Titanium nitride is a metal with the rock-salt structure, and the table follows one cell from strong compression at the top to stretching at the bottom. The first five questions below go down the rows in the same order, and the last two look at the whole table.

TiN in the rock-salt structure at several volumes, from single-point DFT calculations with Ansatz 0.2.0 (PBE, scalar-relativistic, PAW, no spin polarization). The plane-wave cutoff is 420 eV, the k mesh 18×18×18 for the two-atom cell, and the Gaussian smearing width 0.1 eV. The smearing entropy term is −TS, the free energy's entropy contribution.

| volume (Å³/atom) | shortest distance (Å) | smearing entropy term (meV/atom) |
| --- | --- | --- |
| 8.425 | 2.035 | -1.760 |
| 8.712 | 2.058 | -1.850 |
| 8.999 | 2.080 | -1.940 |
| 9.286 | 2.102 | -2.040 |
| 9.515 | 2.119 | -2.120 |
| 9.574 | 2.123 | -2.140 |
| 9.861 | 2.144 | -2.240 |
| 10.148 | 2.165 | -2.340 |
| 10.531 | 2.192 | -2.480 |

### 1. What does the −1.76 meV/atom in the first row measure?

In a metal, some bands are only partly filled, and a computer samples them at a finite set of points. Smearing makes this manageable: levels close to the Fermi level, the border between filled and empty states, receive fractional occupations. The smearing entropy term is the energy that goes with these fractions. It is a product of the chosen numerical width and does not describe a hot sample.

Only levels within about two smearing widths of the Fermi level contribute noticeably. The term therefore counts how many states lie there, and a larger size means a more crowded Fermi level.

### 2. From 8.425 to 9.286 Å³/atom, what grows, and why?

The size of the term grows from 1.76 to 2.04 meV/atom, and it keeps growing in every later row. More volume thus goes with more states near the Fermi level.

The standard explanation is band narrowing. When atoms move apart, their orbitals overlap less and electrons hop less easily between them. Weaker hopping spreads the levels over a smaller range of energy. The number of states stays the same, so they are packed more densely.

A chain of equal atoms with one s orbital each shows this in its simplest form. Its band width is four times the hopping energy, so half the hopping means half the width and twice the average density of states. The comparison holds only as far as one hopping sets the scale. TiN has several, which fade at different rates, and the separation between its nitrogen 2p and titanium 3d levels need not shrink with them.

### 3. Near equilibrium, what would change with another smearing width or another material?

The cell at 9.574 Å³/atom is almost free of pressure and suits a count of states. Let $\sigma$ be the smearing width and $D$ the density of states at the Fermi level per cell of two atoms. Summing the Gaussian contributions over a flat density of states gives

$$|\text{term per cell}| = \tfrac12\,\sigma^2 D .$$

With $\sigma = 0.1$ eV, the 2.14 meV/atom of this row corresponds to about 0.86 states per eV and cell. The density of states printed by the same run is 0.85. This agreement confirms how the column should be read; it is no test of band narrowing, because the relation follows from the definition of the smearing.

Half the smearing width should leave a quarter of the term, about 0.5 meV/atom, provided that the density of states is flat over this range. In an insulator with a wide gap, such as MgO, the term would practically vanish, since no states lie near the Fermi level.

### 4. Does the term falsify the equilibrium volume?

It does so in principle, because it lowers the free energy more in larger cells and so favours expansion. Smearing also raises the band energy by about half as much as the entropy term lowers the total. The remaining error in the free energy is therefore about half the term.

What matters for the volume is the slope of this error. At 9.574 Å³/atom it acts as a false outward pressure of about 0.03 GPa. The pressures of the neighbouring cells give a bulk modulus of about 280 GPa, so the volume shifts by only about 0.01 %. For a lattice constant or a density, this smearing width is harmless.

### 5. Could the stretched rows, 9.861 to 10.531 Å³/atom, have been predicted?

A simple rule for hopping comes close to them, though only a comparison with the computed rows shows that it does better than its rivals. The states of TiN at the Fermi level are known to be mainly titanium 3d. Direct hopping between d orbitals falls roughly as the inverse fifth power of the distance $d$. All distances in this cubic cell scale as the cube root of the volume $V$, so

$$D \propto \frac{1}{\text{band width}} \propto d^{\,5} \propto V^{5/3}.$$

The last cell has 1.10 times the volume of the 9.574 cell. Starting from the latter, which serves as the anchor, the rule gives $2.14 \times 1.10^{5/3} \approx 2.51$ meV/atom. The calculation gives 2.48.

The rule is slightly too steep, and its largest miss is about 2 % of the computed size, in the most compressed cell. Hopping between p and d orbitals, with a power of 3.5, misses by up to 5 %, and free electrons by up to 12 %. A power law fitted to all nine rows gives a power of about 4.6 in the distance. The output after this text compares the three rules row by row.

The fitted power does not single out direct hopping between titanium atoms. Hopping by way of nitrogen needs two p–d steps and is steep as well. For a neighbouring case, the useful lesson is the contrast: stretching should crowd the Fermi level faster in a metal with d bands there than in one with nearly free electrons, as long as no sharp peak or gap is close by.

### 6. Is there independent evidence that the bands narrow?

The same runs give the energy distance between two band edges, found by counting how many bands the electrons fill. Each band holds two electrons per cell. With 17 electrons the count ends halfway through a band, so the edges may be the top and bottom of this band or belong to two neighbours. The distance, called the overlap here, shrinks from 5.5 to 4.1 eV down the table. If all band energies scaled together, overlap times density of states would stay constant.

From 9.286 Å³/atom onwards, this product is constant within about 0.5 %, as a common scale would have it. This is support but no proof, because the overlap rests on only two band edges. In the two most compressed cells it clearly falls short, by 4 to 5 % in the first row. The entropy term itself follows one power law through these rows, so the departure lies in the overlap. Perhaps a different state takes over as the edge of one band there; this is a guess that a plot of the bands could settle.

### 7. Which digits can be trusted?

The column is rounded to 0.01 meV/atom, so the final zero printed in each row carries no information. The rounding leaves an uncertainty of at most 0.3 % in any row. The total growth of 41 % for 25 % more volume is therefore well resolved. The step from 9.515 to 9.574 Å³/atom is only two such rounding units, too few for a local slope.

The smooth course of the column shows little scatter from the sampling of the bands. An error common to all rows would not show up in this way, and only one mesh was used. The calculation also left out spin. That suits TiN near equilibrium, which is known to be nonmagnetic, but a crowded Fermi level favours magnetism, and the stretched cells were not tested for it.

Output of the analysis:

```
Size of the term (meV/atom), implied density of states (1/eV per cell) and rules:
     row  size  implied DOS  d-d rule  p-d rule  free electrons  DOS x overlap
   8.425  1.76        0.704     1.729     1.843           1.965          3.867
   8.712  1.85         0.74     1.829     1.917            2.01          3.957
   8.999  1.94        0.776      1.93     1.991           2.053           4.02
   9.286  2.04        0.816     2.034     2.065           2.097          4.038
   9.515  2.12        0.848     2.118     2.125           2.131          4.047
   9.574  2.14        0.856      2.14      2.14            2.14          4.047
   9.861  2.24        0.896     2.248     2.215           2.183          4.051
  10.148  2.34        0.936     2.358      2.29           2.225           4.05
  10.531  2.48        0.992     2.508     2.392            2.28          4.054
fit of log(size) on 9 rows: constant -2.722 +/- 0.013, coefficient of log(vol) 1.542 +/- 0.006; rms 0.00108, worst 8.999 0.00245, leave-one-out rms 0.00151
Growth of the size from smallest to largest volume (%): 40.91
Growth of the volume (%): 25
Fitted exponent in the Ti-N distance: 4.625
Implied over printed density of states at 9.574, excess (%): 0.8103
Largest miss of the d-d rule (%): 1.743
Largest miss of the p-d rule (%): 4.743
Largest miss of the free-electron rule (%): 11.66
Spread of DOS x overlap over the six larger volumes (%): 0.399
DOS x overlap of the smallest cell against the mean of those six (%): -4.473
Estimated size at 9.574 with half the smearing width (meV/atom): 0.535
Temperature with an equal electronic entropy term, flat DOS (K): 452.4
False outward pressure from smearing at 9.574 (GPa): 0.02761
Bulk modulus from the neighbouring pressures (GPa): 277.8
Shift of the equilibrium volume by smearing (%): 0.009939
Half a rounding step against the smallest size (%): 0.2841
```
